A density of states counts how many electron states a crystal offers at each energy. At low temperature the states below the Fermi level, the zero of this table, are filled and those above it are empty. The columns split the total by atomic shell and by the two spin directions, called up and down. The crystal is a titanium monoxide in which a quarter of the sites of the rocksalt structure are vacant, for titanium and oxygen alike, computed with the r2SCAN functional.

Density of states of TiO (Pm-3m, 6 atoms per cell, a = 4.059 Å) from Ansatz 0.2.0: r2SCAN, collinear spin, scalar-relativistic plane-wave PAW, cutoff 500 eV, Gaussian smearing of 0.1 eV, k mesh 10×10×10 (15×15×15 with tetrahedra for the states). Energies are relative to the Fermi level, each row averages over 0.2 eV, and the shell columns are Löwdin projections summed over sites.

```csv
energy (eV),density of states total (states/eV/cell),DOS Ti 3d up (states/eV/cell),DOS Ti 3d down (states/eV/cell),DOS O 2p up (states/eV/cell),DOS O 2p down (states/eV/cell),DOS Ti 4s up (states/eV/cell)
-7.95,0.000,0,0,0,0,0
-7.55,0.350,0.06,0.04,0.16,0.08,0.01
-7.15,6.210,0.62,0.46,2.42,1.86,0.38
-6.75,4.650,0.45,0.4,1.68,1.7,0.14
-6.35,6.400,0.68,0.69,2.31,2.42,0.07
-5.95,7.690,0.68,0.57,3.37,2.74,0.04
-5.55,4.440,0.33,0.33,1.76,1.8,0.03
-5.15,3.850,0.2,0.21,1.58,1.67,0.03
-4.75,2.470,0.12,0.11,0.96,1.17,0.02
-4.35,1.760,0.21,0.11,0.65,0.66,0.07
-3.95,2.910,0.18,0.22,1.17,1.28,0
-3.55,3.850,0.3,0.12,1.63,1.67,0.06
-3.15,3.050,0.4,0.2,1.13,1.1,0.12
-2.75,0.920,0.34,0.28,0.02,0.02,0.12
-2.35,0.960,0.3,0.35,0.01,0.02,0.11
-1.95,0.850,0.26,0.31,0.01,0.01,0.1
-1.55,1.070,0.6,0.27,0.02,0.01,0.03
-1.15,2.180,1.7,0.29,0.05,0.01,0.01
-0.75,2.800,1.26,1.28,0.08,0.03,0.05
-0.35,3.910,2.13,1.32,0.13,0.05,0.1
0.05,3.000,1.4,1.25,0.08,0.07,0.05
0.45,2.800,0.12,2.36,0.01,0.11,0
0.85,1.250,0.84,0.3,0.03,0.01,0.03
1.25,2.240,1.14,0.96,0.04,0.03,0.02
1.65,4.930,2.98,1.56,0.24,0.05,0.02
2.05,6.480,2.56,3.31,0.23,0.29,0.02
2.45,6.990,3.35,2.81,0.4,0.29,0.01
2.85,7.160,3.22,3.16,0.28,0.34,0.02
3.25,6.310,2.96,2.86,0.18,0.11,0.03
3.65,4.500,1.49,2.43,0.18,0.16,0.05
4.05,3.760,1.24,1.73,0.2,0.2,0.05
4.45,3.490,1.18,1.39,0.27,0.24,0.07
4.85,2.480,0.77,0.99,0.22,0.24,0.03
5.25,2.320,0.65,0.94,0.21,0.26,0.04
5.65,1.810,0.55,0.53,0.21,0.18,0.07
```

*Does this oxide conduct, and through which orbitals?* It is a metal, because the Fermi level runs through a band instead of falling into a gap. In the row at 0.05 eV about 88 % of the states are Ti 3d. Calcium oxide makes a useful contrast: its metal ion has given away all its valence electrons, its d states stay empty, and it is an insulator. Titanium brings two more electrons than calcium, and these partly fill the d band.

*Why does oxygen lead below and titanium above?* An oxygen nucleus holds its 2p electrons more tightly than a titanium nucleus holds its 3d electrons, so the oxygen levels lie deeper. From -7.55 to -3.15 eV, O 2p is the largest part of every row and makes up about 78 % of the band. From -2.75 eV upward, Ti 3d leads in every row. The order is that of the free atoms' levels, kept in the solid.

*Formal Ti²⁺ has two d electrons, so why does the calculation assign 2.7 to each titanium atom?* Where an oxygen orbital points at a titanium orbital, the two mix. The lower, bonding combination is mostly oxygen but carries some titanium, and the upper, antibonding one is the reverse. The lower band is full, so its titanium share counts as d electrons: about 1.0 per atom, against about 1.6 in the partly filled band above (sums over rows, which fall a little short of the projected 2.7). The first group belongs to Ti–O bonds and carries no current; only the second resembles the d electrons of the ionic picture.

*What are the states between the two main bands?* From -2.75 to -1.95 eV the total is low, about 0.9 states per eV and cell, and oxygen is almost absent. Ti 4s, however, makes up about a quarter of the listed spin-up weight, against some 3 % at the Fermi level. The share is high partly because 3d is thin there; the 4s weight itself, about 0.1, returns at -0.35 eV. Still, states of 3d and 4s with so little oxygen suggest bonds between titanium atoms. Such bonds spread over a wide range of energy, which keeps the density of states low.

The structure offers a reason for them. Each titanium atom has four oxygen neighbours in a plane, and above and below that plane lie empty oxygen sites, each surrounded by six titanium atoms. In complete rocksalt an oxygen atom would sit there and push the titanium orbitals that point at it up in energy. Without it, those orbitals can overlap across the hole, and their bonding combinations can drop below the rest of the d band. This follows from the geometry and from ordinary bonding theory; the table agrees with it but does not locate the states in space.

*How far apart are the two spins, and does that account for the magnetism?* Electrons of equal spin keep apart and so repel each other less, which lowers the levels of the majority spin. The simplest model gives both spins the same curve and moves the spin-down one up by an energy $\Delta$. Shifts of zero, one and two row spacings were compared on the rows from -1.55 to 4.05 eV, and one spacing, 0.4 eV, fits best, as the output after the text shows. Most of those rows are empty states, however, so the fit speaks mainly for them. The magnetic moment is then the number of spin-up electrons that have no spin-down partner, namely those in the last $\Delta$ below the Fermi level.

For $\Delta = 0.4$ eV this takes 0.25 eV of the row at -0.35 eV and 0.15 eV of the row at 0.05 eV:

$$m \approx 0.25\times 2.13 + 0.15\times 1.40 \approx 0.74\ \mu_\mathrm{B}\ \text{per cell}.$$

Both rows helped to choose the shift, but the moment did not. The calculation itself finds 1.18 μB in the 3d shells, so the model gives the right order of magnitude and falls more than a third short. With all shells and the space between the atoms, the cell carries 1.28 μB. The likelier reason for the miss is that one rigid shift is too simple. In the empty band, the steep rise of spin up at 1.65 eV reappears for spin down one row later, at 2.05 eV. Near the Fermi level, where the moment is made, the listed peaks, spin up at -0.35 eV and spin down at 0.45 eV, stand two rows apart. The rows are too coarse to fix that splitting, but a shift of 0.6 eV, which was not tested, would already give about 1.1 μB. A larger splitting there is plausible, since d orbitals of different shape need not feel the same exchange.

The moment itself calls for caution. All titanium atoms were kept equivalent, which rules out antiparallel order, and no energy of a nonmagnetic solution is at hand for comparison. Real titanium monoxide is a weak paramagnet with a different order of vacancies, and r2SCAN tends to exaggerate magnetism in metals. The spin columns describe one possible state of this crystal, which may not be the lowest.

*What would extra electrons do?* Suppose that the bands stay fixed and electrons are poured in. At 0.05 eV the two spins are nearly balanced, but at 0.45 eV Ti 3d offers 0.12 states per eV and cell for spin up and 2.36 for spin down. Filling up to 0.65 eV takes about 1.9 electrons per cell, most of them spin down, and removes about 0.9 μB of the moment. In a real crystal the shift between the spins would shrink along with the moment, so the frozen bands give only the direction and a rough size.

Replacing titanium by vanadium would also add electrons, one for each metal atom. It would not simply raise the Fermi level through this table, however, because the larger nuclear charge pulls the d levels down towards those of oxygen. The two bands would come closer and mix more. A change of element thus alters the filling and the bands at once, whereas doping changes mainly the filling.

*Which digits can be trusted?* Each row averages over 0.2 eV while the rows stand 0.4 eV apart, so a sum over rows is an estimate. Summed up to the Fermi level, the total gives 24.6 electrons where the true count is 24, an error of about 2 %. Part of that agreement is cancellation: the rows give about 19 electrons in the lower band, where full O 2p shells hold 18, and about 5.5 above it instead of 6, whether through sampling or because the two bands overlap. Shares and counts of single bands are therefore good to several percent.

Small differences between large numbers fare much worse. The same sum gives O 2p a spin of about 0.3 μB per cell, while the full calculation finds practically none. In single rows the oxygen columns do differ between the spins, but mainly because the same states lie at slightly different energies. A spin difference in one row is therefore no magnetic moment; that needs the whole filled band.

Output of the analysis:

```
Ti 3d share of the total at 0.05 eV, percent: 88.33
O 2p share of the lower band (rows to -3.15 eV), percent: 77.62
Ti 3d share of the lower band, percent: 16.15
Ti 3d electrons per Ti in the lower band, from rows: 1.025
Ti 3d electrons per Ti from -2.75 eV to the Fermi level, from rows: 1.558
Ti 3d electrons per Ti, projection of the run: 2.714
mean total at -2.75 to -1.95 eV, states/eV/cell: 0.91
Ti 4s share of listed spin-up weight at -2.75 to -1.95 eV, percent: 25.98
Ti 4s share of listed spin-up weight at 0.05 eV, percent: 3.268
rms miss of spin-down 3d from spin-up 3d at shifts of 0, 0.4 and 0.8 eV, states/eV/cell: 0.8991, 0.4375, 0.8395
3d moment from a rigid shift of 0.4 eV, muB per cell: 0.7425
3d moment, projection of the run, muB per cell: 1.177
spin polarisation of Ti 3d at 0.05 and 0.45 eV, percent: 5.66, -90.32
electrons per cell needed to fill frozen bands to 0.65 eV: 1.87
change of the 3d moment by that filling, muB per cell: -0.8585
electrons per cell from rows, and true count: 24.58, 24
O 2p spin difference from rows, and projection of the run, muB per cell: 0.3375, -0.0096
```
